**Al₂O₃ deformed at constant volume: what should happen at axial ratios 0.92 and 1?**

A crystal is pulled along one axis while its sides shrink just enough to keep the volume constant. Should its pressure stay constant as well? The crystal here is a form of Al₂O₃ much more open than corundum. Seven points of the deformation are known, and the task is to predict two others.

Al2O3 (P-6m2, 5 atoms, unrelaxed start a = 2.884, c = 9.337 Å) is strained along c at fixed volume and fixed fractional coordinates. The runs use Ansatz 0.2.0 with plane-wave PAW, scalar-relativistic LDA on PBE datasets, no spin polarisation, a 420 eV cutoff, a 12×12×4 k mesh and 0.05 eV Gaussian smearing. Free energies are relative to ratio 1; pressure is positive in compression.

```csv
axial ratio (over its starting value),energy change (meV/atom),pressure (GPa),gap on mesh (eV)
0.8,336.1,-14.57,2.426
0.85,189.6,-13.03,3.065
0.92,?,?,?
0.96,17.4,-8.75,4.368
1,?,?,?
1.05,8.3,-4.62,5.182
1.1,47.4,-2.15,5.036
1.2,206.5,3.10,4.223
1.3,456.4,8.69,2.990
```

The axial ratio is the height of the cell divided by its width, relative to the start. At 0.92 the axis is about 5 % shorter and each side about 3 % longer than at the start. The atoms keep their fractional positions, so they follow the cell without settling into better places. Pressure is positive in compression; a negative value means that the crystal is under tension and would rather shrink.

**Why the pressure can change**

Think of a box held by three springs at right angles, two across and one along the axis. Let x be the natural logarithm of the axial ratio. A small elongation x shortens each side by the fraction x/3 and lengthens the axis by 2x/3. If all three springs are equally stiff, the two sides together gain as much pressure as the axis loses, and the mean stays put.

With stiffer side springs the balance fails. Shortening the sides then adds more pressure than stretching the axis removes, so the mean pressure rises with elongation. With a stiffer axis it would fall. The known rows show a steady rise, from −14.57 GPa at 0.8 to 8.69 GPa at 1.3, which points to a stronger response across than along the axis. The geometry suggests why. On this path a bond tilted less than about 35° out of the plane gets shorter as the axis is stretched, and the shortest Al–O distance in these runs does fall steadily, from 1.886 Å at 0.8 to 1.725 Å at 1.3. Elongation squeezes these short bonds, and a rising pressure is what one expects from that.

The energy lets us put a size on this, direction by direction. At fixed volume, the slope of the energy with x, divided by the volume, equals two thirds of the lateral pressure less the axial pressure. Together with the mean pressure, this gives both separately. Near the start the lateral stress responds with about 370 GPa per unit of lateral strain, the axial stress with about 170 GPa per unit of axial strain.

Put together again, these two responses must return the slope of the pressure, because they were derived from it. The sum is no test, but it shows how the balance works. Each side gains about 373x/3 = 124x GPa, while the axis loses about 167 × 2x/3 = 111x GPa. The mean over three directions is (2 × 124x − 111x)/3, or roughly 46x GPa. The springs are only an analogy: in the crystal a strain in one direction also changes the stress in the others, and both responses contain that coupling. In elastic constants they are roughly C₁₁ + C₁₂ − 2C₁₃ and C₃₃ − C₁₃, so their order does not by itself show that C₃₃ is the smaller constant. They also belong to atoms held in place. The runs leave forces along the axis of 0.52 eV/Å on two atoms at the start and of more than 3 eV/Å on two others at both ends of the path, so relaxation is expected to soften the energy curve and could change the contrast considerably.

**Why the gap is the riskier forecast**

The gap separates the highest filled from the lowest empty electronic level. For modest strains theory expects each of these levels to shift almost in proportion to the strain, so the gap should follow a straight line in x as long as the same two levels bound it. The known rows below 1 do so closely. At 1.05, however, the gap already lies 0.14 eV below that line, and by 1.1 it has turned downward. The line therefore starts to fail somewhere between 0.96 and 1.05.

**The forecasts**

The energy was fitted with terms in x, x² and x³, and the pressure with a parabola, both to the seven known rows. The gap line uses only the three known rows below 1. For the pressure at 0.92, x = ln 0.92 = −0.0834, and the parabola gives −6.99 − 45.8 × 0.0834 + 53.0 × 0.0834² = −10.4 GPa. The ranges below are judgements, wider than the scatter of the fits.

- Axial ratio 0.92: energy change about 57 ± 2 meV/atom, pressure −10.4 ± 0.2 GPa, gap 3.91 ± 0.05 eV.
- Axial ratio 1: pressure −7.0 ± 0.2 GPa, gap 4.80 ± 0.08 eV if the line still holds there. The energy change is zero by definition and is no forecast.

If the gap starts to bend before 1, its value there should lie nearer 4.74 eV, the straight link between the neighbouring known points.

**The computed values**

The withheld rows as computed:

```csv
axial ratio (over its starting value),energy change (meV/atom),pressure (GPa),gap on mesh (eV)
0.92,57.9,-10.43,3.927
1,0.0,-6.97,4.764
```

All five forecasts fall within their ranges. Both pressures agree with the parabola to about 0.02 GPa, so the range of 0.2 GPa was far too cautious. The energy at 0.92 is 57.9 meV/atom, where the fitted curve itself gives 57.2, a miss of about 0.7, like the fit's worst among the known rows. These hits confirm that the elastic response is smooth between the known points; the contrast between sides and axis can be read directly from the stress tensors of the same runs. From 0.96 to 1.05 the lateral pressure rises by 11.3 GPa, while the axial pressure falls by 10.1 GPa under a strain twice as large.

The gap at 1 is a hit with a flaw. The computed 4.764 eV lies about 0.04 eV below the line, a small miss but much larger than the scatter of the three points that defined it. It is also slightly closer to the straight link than to the line. The condition attached to the forecast was therefore not quite met: the gap begins to bend before the start. The value at 0.92 lies 0.014 eV above the line, and the slope with x falls step by step, from about 10.9 eV between 0.85 and 0.92 to 10.4, 9.7 and 8.6 eV over the next three intervals.

The revealed point also sharpens the picture of the turn. From 1 to 1.05 the gap still rises by 0.42 eV, not far short of the 0.52 eV that the line would add. Over the next step, of nearly equal length in x, it falls by 0.15 eV. So abrupt a change after such a gentle bend suggests that another level takes over as one edge of the gap near 1.05. That remains a guess, since a strong bending of the original levels could also produce it, and a gap taken on a k mesh can miss the true band edges.

**Reading the pressure correctly**

The pressure passes through zero between 1.1 and 1.2, yet the energy is lowest close to the start. The two points answer different questions. Along this path the energy is lowest where lateral and axial pressure are equal; the mean pressure is zero where their contributions cancel. A crystal can thus show no net pressure while its sides are squeezed and its axis is stretched.

At the start both directions are under tension, about −7.9 GPa across and −5.1 GPa along the axis in the computed stress, close to the −7.9 and −5.2 GPa deduced from the fits. The cell was not relaxed, and it could lower its energy by shrinking, which this path forbids. The absolute pressures may be shifted by the finite basis and by atomic datasets made for another functional. A nearly constant shift would leave the rise with elongation, and hence the stiffness contrast, largely intact. The printed output after this page gives the fits and the misses.

Output of the analysis:

```
fit of energy_change on 7 rows: coefficient of x -152.6 +/- 3.6, coefficient of x**2 6599 +/- 6.7, coefficient of x**3 2355 +/- 73; rms 0.426, worst 1.2 -0.705, leave-one-out rms 1.77
  rows outside the fit (model, value, miss): 0.92 57.24, 57.9, -0.661; 1.0 0, 0, 0
fit of pressure on 7 rows: constant -6.986 +/- 0.01, coefficient of x 45.79 +/- 0.041, coefficient of x**2 52.98 +/- 0.29; rms 0.0132, worst 1.2 0.0232, leave-one-out rms 0.0318
  rows outside the fit (model, value, miss): 0.92 -10.44, -10.43, -0.00568; 1.0 -6.986, -6.97, -0.0162
fit of gap_on_mesh on 3 rows (axial_ratio < 1): constant 4.802 +/- 0.0066, coefficient of x 10.66 +/- 0.041; rms 0.00312, worst 0.85 0.00433, leave-one-out rms 0.0136
  rows outside the fit (model, value, miss): 0.92 3.913, 3.927, -0.0141; 1.0 4.802, 4.764, 0.0377; 1.05 5.322, 5.182, 0.14; 1.1 5.818, 5.036, 0.782; 1.2 6.745, 4.223, 2.52; 1.3 7.598, 2.99, 4.61
Gap at ratio 1 from a straight link between 0.96 and 1.05, eV: 4.739
Lateral pressure at the start from the fits, GPa: -7.895
Axial pressure at the start from the fits, GPa: -5.168
Lateral stress response per unit lateral strain, GPa: 373.2
Axial stress response per unit axial strain, GPa: 167.1
Lateral response over axial response: 2.233
Ratio at the energy minimum, quadratic estimate: 1.012
Depth of that minimum below the start, meV/atom: 0.8825
Lateral length at ratio 0.92 over its starting value: 1.028
Axial length at ratio 0.92 over its starting value: 0.9459
```
